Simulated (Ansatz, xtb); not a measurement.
## Relative energy of two isomers of C3H8OSi

Structure a is `C=C[Si@H](C)O`, a singlet and structure b is `C=C(C)[SiH2]O`, a singlet. Both are isolated molecules in the gas phase, relaxed with B3LYP/def2-SVP; the shapes shown needn't be the lowest conformers.

a (Å):

```xyz
13

C    -2.1924    0.3677    1.0458
C    -1.1911    0.3529    1.9376
C     1.8118    0.9881    1.4582
O     0.4917   -1.1256    0.0762
Si    0.5087   -0.3529    1.5661
H    -3.1796    0.7870    1.2731
H    -2.0623   -0.0422    0.0372
H    -1.3830    0.7794    2.9332
H     0.8627   -1.3200    2.6551
H     1.5730    1.6960    0.6484
H     1.8702    1.5549    2.4019
H     2.8047    0.5550    1.2571
H    -0.0331   -1.9321    0.0141
```

b (Å):

```xyz
13

C    -1.5129    0.1333    0.1121
C    -0.7207    1.1156    0.5712
C    -1.2581    2.2912    1.3528
O     1.5170   -0.2604   -0.7648
Si    1.1318    1.0247    0.2354
H    -1.1065   -0.7185   -0.4429
H    -2.5980    0.1363    0.2787
H    -1.0303    3.2474    0.8493
H    -0.7971    2.3518    2.3549
H    -2.3502    2.2294    1.4875
H     1.8885    0.7969    1.4966
H     1.5730    2.3279   -0.3580
H     1.2495   -0.1891   -1.6884
```

Quicker runs give these differences E(b) − E(a): GFN2-xTB −0.455 eV; HF/STO-3G +0.429 eV (at GFN2-xTB geometries); r2SCAN-D4/def2-SVP +0.391 eV (at GFN2-xTB geometries).

Estimate E(b) − E(a) at the level CCSD(T)/def2-SVP + ΔMP2/def2-TZVPP.

Calculated at CCSD(T)/def2-SVP + ΔMP2/def2-TZVPP: E(b) − E(a) = +0.405 eV, so structure a lies lower.

How the difference moves with the method:

```csv
level,geometry,E(b) − E(a) (eV),departure from the last row (eV),"job, with rough time for the two"
GFN2-xTB,GFN2-xTB,−0.455,−0.860,"optimisation, 0.24 s"
HF/STO-3G,GFN2-xTB,+0.429,+0.024,"single point, 0.36 s"
r2SCAN-D4/def2-SVP,GFN2-xTB,+0.391,−0.014,"single point, 4.5 s"
B3LYP/def2-SVP,B3LYP/def2-SVP,+0.347,−0.058,"optimisation, 53 s"
HF/def2-SVP,B3LYP/def2-SVP,+0.360,−0.045,part of the CCSD(T) run
MP2/def2-SVP,B3LYP/def2-SVP,+0.310,−0.095,part of the CCSD(T) run
CCSD(T)/def2-SVP,B3LYP/def2-SVP,+0.300,−0.105,single point
CCSD(T)/def2-SVP + ΔMP2/def2-TZVPP,B3LYP/def2-SVP,+0.405,,"single point, 39 s"
```

As drawn, b has 1 C–C, 1 Si–H in place of 1 C–Si, 1 C–H.

GFN2-xTB puts the two in the other order. The largest departure from CCSD(T)/def2-SVP + ΔMP2/def2-TZVPP is that of GFN2-xTB, 0.860 eV. The last row adds to CCSD(T) the change of the MP2 difference between the two basis sets, here +0.105 eV.

With thermal terms from frequencies at re-optimised GFN2-xTB minima (ideal gas, soft modes damped towards free rotors, one conformer each, 298.15 K, 1 atm): on the last row, ΔE + ΔZPE = +0.373, ΔH = +0.363, ΔG = +0.393 eV.

The correlated steps freeze 9 core orbitals. Mirror images aren't counted in ΔG. Codes used: Ansatz 0.2.0, xtb 6.7.1; the last row on 2 threads of Arm Neoverse V1 on a shared host.

Vinyl(methyl)silanol (a) lies below its isopropenyl isomer (b) by +0.405 eV, chiefly because moving the methyl group from silicon to carbon trades a strong C–H bond for a weaker Si–H bond. The accompanying exchange of C–Si for C–C, and the stabilisation of the alkene by its extra alkyl group, probably favour b but don't make up the loss. Zero-point energy narrows the gap to +0.373 eV, as expected when a stiff C–H oscillator gives way to a softer Si–H one.

Hartree–Fock already gives the right order, so the preference doesn't hinge on electron correlation. In def2-SVP, going from HF to CCSD(T) shifts the difference less than the later basis-set correction does, and the close agreement of HF/STO-3G is therefore probably a cancellation of errors. GFN2-xTB's reversed order stems from its energies rather than its structures, since HF and r2SCAN-D4 both favour a at the GFN2-xTB geometries; its parametrised balance between silicon and carbon bonds is the likely culprit.
